**Question: why does the transition state sit so close to ΔSCF in the lanthanides, and why do four rows jump?**

I am looking at Slater transition-state levels for neutral lanthanide atoms in relativistic LDA. M5 is $3d_{5/2}$ and O2 is $5p_{1/2}$.

Calculated values. Radial Dirac-Fock and Kohn-Sham solver 2: neutral lanthanide atoms in spherical Dirac-Kohn-Sham LDA (Slater exchange, VWN correlation), with a finite nucleus and no spin polarisation. The half occupied eigenvalue is the Slater transition state level, minus the orbital energy with half an electron removed.

| species | Z | configuration | half occupied eigenvalue (M5) (eV) | transition state less ΔSCF (M5) (eV) | half occupied eigenvalue (O2) (eV) | transition state less ΔSCF (O2) (eV) |
| --- | --- | --- | --- | --- | --- | --- |
| La | 57 | [Xe] 5d1 6s2 | 840.3 | -0.13 | 28.923 | -0.06 |
| Ce | 58 | [Xe] 4f1 5d1 6s2 | 888.0 | -0.16 | 29.985 | -0.07 |
| Pr | 59 | [Xe] 4f3 6s2 | 927.6 | -0.24 | 28.258 | -0.07 |
| Nd | 60 | [Xe] 4f4 6s2 | 976.9 | -0.24 | 29.167 | -0.07 |
| Pm | 61 | [Xe] 4f5 6s2 | 1027.0 | -0.24 | 30.044 | -0.07 |
| Sm | 62 | [Xe] 4f6 6s2 | 1078.0 | -0.24 | 30.901 | -0.07 |
| Eu | 63 | [Xe] 4f7 6s2 | 1129.9 | -0.23 | 31.747 | -0.07 |
| Gd | 64 | [Xe] 4f7 5d1 6s2 | 1191.4 | -0.20 | 35.655 | -0.08 |
| Tb | 65 | [Xe] 4f9 6s2 | 1236.5 | -0.23 | 33.431 | -0.07 |
| Dy | 66 | [Xe] 4f10 6s2 | 1291.2 | -0.23 | 34.278 | -0.07 |
| Ho | 67 | [Xe] 4f11 6s2 | 1346.9 | -0.23 | 35.133 | -0.07 |
| Er | 68 | [Xe] 4f12 6s2 | 1403.5 | -0.23 | 35.999 | -0.08 |
| Tm | 69 | [Xe] 4f13 6s2 | 1461.2 | -0.23 | 36.878 | -0.08 |
| Yb | 70 | [Xe] 4f14 6s2 | 1519.8 | -0.24 | 37.773 | -0.08 |
| Lu | 71 | [Xe] 4f14 5d1 6s2 | 1588.4 | -0.22 | 42.366 | -0.1 |

Why is a single eigenvalue so close to a difference of total energies, and why is it lower in every row? Why does the M5 difference hardly move from Pr to Yb while the level climbs by hundreds of eV? And what happens at La, Ce, Gd and Lu, where O2 even falls from Ce to Pr and from Gd to Tb? Is Gd a half-filled-shell effect?

**Answer**

The sizes to remember for M5 are about 1000 eV for the level, about 25 eV between the ordinary eigenvalue and ΔSCF, about 9 eV for moving one electron from 4f to 5d, and about 0.2 eV left between transition state and ΔSCF. That remainder is 0.014 to 0.026 % of the M5 level. It measures the approximation against ΔSCF in the same LDA and says nothing about agreement with a spectrum.

**Why the difference is small.** Remove $x$ electrons from the level, let everything relax, and call $b(x)=-\varepsilon(x)$ the negative orbital energy. Janak's theorem, $\partial E/\partial n=\varepsilon$, makes ΔSCF (ion energy less atom energy) the integral $\int_0^1 b\,dx$. The half occupied eigenvalue column is $b(\tfrac12)$. Expand $b$ about $x=\tfrac12$: odd powers integrate to zero and $\int_0^1 (x-\tfrac12)^2dx=\tfrac1{12}$, so

$$b(\tfrac12)-\Delta\mathrm{SCF}=-\frac{b''}{24}+\text{fourth-order terms}.$$

This is the midpoint rule. The slope of $b$ drops out and only the curvature $b''$ survives, divided by 24.

Take Pr M5. The difference $-0.24$ eV gives $b''=24\times0.24=5.8$ eV, uncertain by about 0.1 eV from the last printed digit. The same run gives the gap $G=\Delta\mathrm{SCF}-b(0)=25.06$ eV. For a quadratic $b$ with initial slope $s$, $G=s/2+b''/6$, so $s=2\times25.06-5.8/3=48.2$ eV. Half occupation removes all but about 1 % of the gap. Nothing is fitted here, but $b''$ and $s$ are inferred from the difference, so this is a reading of the numbers and no independent check. The gap is not pure relaxation: relaxation alone would put ΔSCF below $b(0)$, LDA self-interaction pushes the other way, and the positive $G$ says the second prevails.

**Why it is negative.** The sign is argued from theory. The slope of $b$ is the Coulomb repulsion within the level, reduced by the screening of the other electrons. As the hole grows the orbitals contract and become harder to polarise, so the slope rises, $b''>0$ and the difference is negative. LDA exchange bends the other way: it adds to $b$ a term like $\rho^{1/3}$, which is concave in the occupation, and it counts most where the level supplies much of the local density $\rho$ itself. The K shell (1s) is that case, and there the same runs give positive differences, +0.83 eV for La and +1.06 eV for Lu. The sign agrees with the argument, though the exchange part is not separated out.

**Why the levels rise as they do.** Along the $4f^n6s^2$ rows each step adds a proton and a 4f electron. The 4f shell lies inside 5p and cancels most of the new charge, so O2 gains only 0.87 eV per element on average from Pr to Yb. The 3d shell lies inside 4f, which screens it only in part, so M5 gains about 54 eV per element. That is still under half of what a bare proton would add at the 3d radius, because the other shells also contract round the new charge. It is still not hydrogen-like: a least-squares line through the square root of M5 against the atomic number $Z$ for these eleven rows has slope 0.775 eV$^{1/2}$ where a hydrogenic $n=3$ level has 1.230, and it misses by up to 2.3 eV. Part of the reason is outer screening, since an electron at radius $R$ raises the potential everywhere inside it by $e^2/R$.

**The four irregular rows.** They are the rows with $5d^1$. Moving an electron from 4f out to 5d changes the potential at radius $r$ from $e^2/\max(r,R_{4f})$ to $e^2/\max(r,R_{5d})$, which deepens every level inside 5d. With rough, recalled radii near 1 bohr for 4f, 2 for 5p and 3 for 5d, this bare estimate is about 18 eV for a deep shell and 4.5 eV for 5p. It gives the sign and the order of size but exceeds the shifts found below; it leaves out the response of the other electrons. The spread of the shells does not close the gap: a deep level feels the mean of $1/r$, which weights small radii, and for a compact 4f shell that makes the rigid estimate larger still.

Gd shows it without extrapolation. The mean of O2 for Eu and Tb is $(31.747+33.431)/2=32.589$ eV, and Gd lies $35.655-32.589=3.07$ eV above it. A least-squares cubic in $Z$ through the eleven $4f^n6s^2$ rows, a mere interpolant with Gd left out, gives 3.06 eV for O2 and 8.7 eV for M5. O2 drops after Ce and after Gd because a shift of about 3 eV is handed back while the regular step is below 1 eV; the M5 step is far larger than its shift, so M5 only slows.

Quadratic or cubic fits through Pr, Nd, Eu, Ho and Er give the Gd shift shell by shell: near 8.7 eV for 3s and 3d, about 8.0 for 4s, 7.5 for 4d and 3 for 5p. The outward fall is what the shell picture requires. The $2p_{3/2}$ shift of about 7.5 eV is not, since rigid shells would shift all deep levels alike. It is no lone oddity: the same fits to the L1, L2 and K levels give 2s and $2p_{1/2}$ about the same shift and 1s a smaller one, so the shift peaks at $n=3$ and falls inward too. What rigid shells cannot give has to come from the response. The likely route is that the $n=3$ and $n=4$ shells contract when the 4f electron leaves and raise the potential most for the levels inside them. For La, Ce and Lu the curve has to be extrapolated, for Lu to an impossible $4f^{15}$, and the M5 shift comes out between 8.0 and 9.3 eV depending on row and degree. The O2 shift is less transferable, about 2.5 eV at La and Ce and 3.7 eV at Lu.

The half-filled shell is not the cause. Eu is also $4f^7$ and lies on the cubic, of which it is a fitted row, within the last digit of M5. The runs are spherical, without spin polarisation and averaged over $j$ in the open shells, so high-spin $4f^7$ and its exchange energy are absent, as is the 3d–4f multiplet structure of real M5 spectra.

**Why the M5 difference is flat, except with 5d.** It does not scale with the level: M5 rises 64 % from Pr to Yb, which would carry $-0.24$ eV to $-0.39$ eV, and Yb has $-0.24$. It does not follow the gap either, for from Eu to Gd $G$ grows from 25.5 to 26.8 eV while the difference shrinks in size. It follows the configuration and is shared between shells: from La to Pr the $2p_{3/2}$, 3s, 3d, 4s and 4d differences all move by $-0.08$ to $-0.11$ eV. A shell average plus an atom average reproduces these five shells in eight atoms with an rms error of 0.007 eV, more than twice what printing to 0.01 eV explains, and misses La $2p_{3/2}$ by 0.026 eV.

A shared term points to the outer electrons. My guess is the 4f shell: in $4f^n6s^2$ it is loosely bound, screens a small hole strongly and stiffens as the hole grows. The inferred slopes jump as expected between neighbours, 49.2 eV for Eu against 52.0 eV for Gd, though they also creep up with $Z$ (51.0 eV for Er) and Lu has the largest, 54.2 eV, with a nearly regular difference. La, with no 4f electron, has the smallest difference. The guess does not explain why the difference grows with 4f count in the 5d rows yet stays level from $4f^3$ to $4f^{14}$. Lu at $-0.22$ eV is barely distinct from the regular rows. O2 does not visibly share the term: its differences drift from $-0.06$ to $-0.10$ eV, growing only roughly with the level and not in strict proportion to it, and single steps of 0.01 eV in either column deserve no cause.

The screening argument carries over to neighbouring series. Trivalent ions are $4f^n$ throughout, so their levels should run without these breaks. In the 3d metals the irregular atoms Cr and Cu move an electron inward, from 4s to 3d, so their core levels should fall below the smooth curve.
